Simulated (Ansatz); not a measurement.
# From three elastic constants to directional properties of MnPt$_{3}$

Level of theory: DFT PBEsol, scalar-relativistic, plane waves, PAW (Ansatz 0.2.0). Settings: 420 eV plane-wave cutoff, Γ-centred 12×12×12 mesh, Gaussian smearing of 0.20 eV. Collinear spin, site moments 3.7, 0.2, 0.2, 0.2 μB.

The cell, relaxed at this level:
```xyz
4
Lattice="3.8732 0.0000 0.0000 0.0000 3.8732 0.0000 0.0000 0.0000 3.8732" Properties=species:S:1:pos:R:3 pbc="T T T"
Mn    0.0000    0.0000    0.0000
Pt    0.0000    1.9366    1.9366
Pt    1.9366    0.0000    1.9366
Pt    1.9366    1.9366    0.0000
```

In a metal, frequencies and elastic constants depend on the k mesh and the smearing, soft modes and shear constants most. Spin–orbit coupling is left out, which matters for heavy elements.

With ions relaxed, on the cubic axes: C11 = 352.3, C12 = 199.6, C44 = 133.1 GPa. The density is 18.295 g/cm³.

Question: Is the crystal stable against strain, and how anisotropic is it?

Answer: Born's conditions hold: C11 + 2C12 = 751.5, C11 − C12 = 152.7 and C44 = 133.1 GPa are all positive. B = (C11 + 2C12)/3 = 250.5 GPa. The two shear moduli are C44 and C′ = (C11 − C12)/2 = 76.4 GPa, so Zener's ratio is A = C44/C′ = 1.74: the tetragonal shear C′ is the soft one, as in many fcc and bcc metals and zincblende crystals. The Cauchy pressure C12 − C44 is 66.5 GPa; it would vanish for pair forces between atoms on inversion centres at zero pressure, and a positive value is usual with metallic or many-body binding, and where atoms off inversion centres relax under shear, which lowers C44.

Question: Give the sound speeds along the three symmetry directions.

Answer: The Christoffel equation gives ρv² for each branch:
| direction | branch | ρv² | GPa | v (m/s) |
| --- | --- | --- | --- | --- |
| [100] | L | C11 | 352.3 | 4388 |
| [100] | T (×2) | C44 | 133.1 | 2697 |
| [110] | L | (C11 + C12 + 2C44)/2 | 409.1 | 4729 |
| [110] | T, u ∥ [001] | C44 | 133.1 | 2697 |
| [110] | T, u ∥ [1-10] | (C11 − C12)/2 | 76.4 | 2043 |
| [111] | L | (C11 + 2C12 + 4C44)/3 | 428.0 | 4837 |
| [111] | T (×2) | (C11 − C12 + C44)/3 | 95.3 | 2282 |

Question: How does Young's modulus depend on direction?

Answer: Inverting gives S11 = 4.809, S12 = -1.739, S44 = 7.513 TPa⁻¹. Along a unit vector (l, m, n), 1/E = S11 − 2(S11 − S12 − S44/2)(l²m² + m²n² + n²l²), where the last bracket is 0, 1/4 and 1/3 for [100], [110] and [111]: E = 208, 293 and 339 GPa. With A > 1 the body diagonal is stiffest. For a film on (001), the biaxial modulus is C11 + C12 − 2C12²/C11 = 326 GPa and the normal strain is −2C12/C11 = -1.13 times the in-plane one.

Cost: 2 runs of about 9 core-minutes in all, on Intel Xeon 6975P-C (Granite Rapids) (shared hosts).

The elastic response is that of a stiff but markedly anisotropic metal: it resists volume change strongly and yields most easily to tetragonal shear. Part of this anisotropy is geometric. In an fcc-derived packing, central forces between nearest neighbours already make C′ softer than C44, because for the same amount of shear the tetragonal distortion changes twice as many contact lengths but each by only half as much, which costs half the energy. Such forces can't account for the positive Cauchy pressure, however. Every atom in this ordered structure lies on an inversion centre, so internal relaxation under uniform strain is ruled out, and the 66.5 GPa points to many-body metallic binding, probably with a large share from the partly filled, hybridised Pt 5d and Mn 3d bands. The moments fit this picture: a large exchange-split Mn moment induces a small parallel one on Pt. The high density keeps the sound speeds moderate despite the stiffness. The positive Born combinations establish stability against small uniform strains in this ferromagnetic state only, not against finite-wavelength phonons or other magnetic orders.
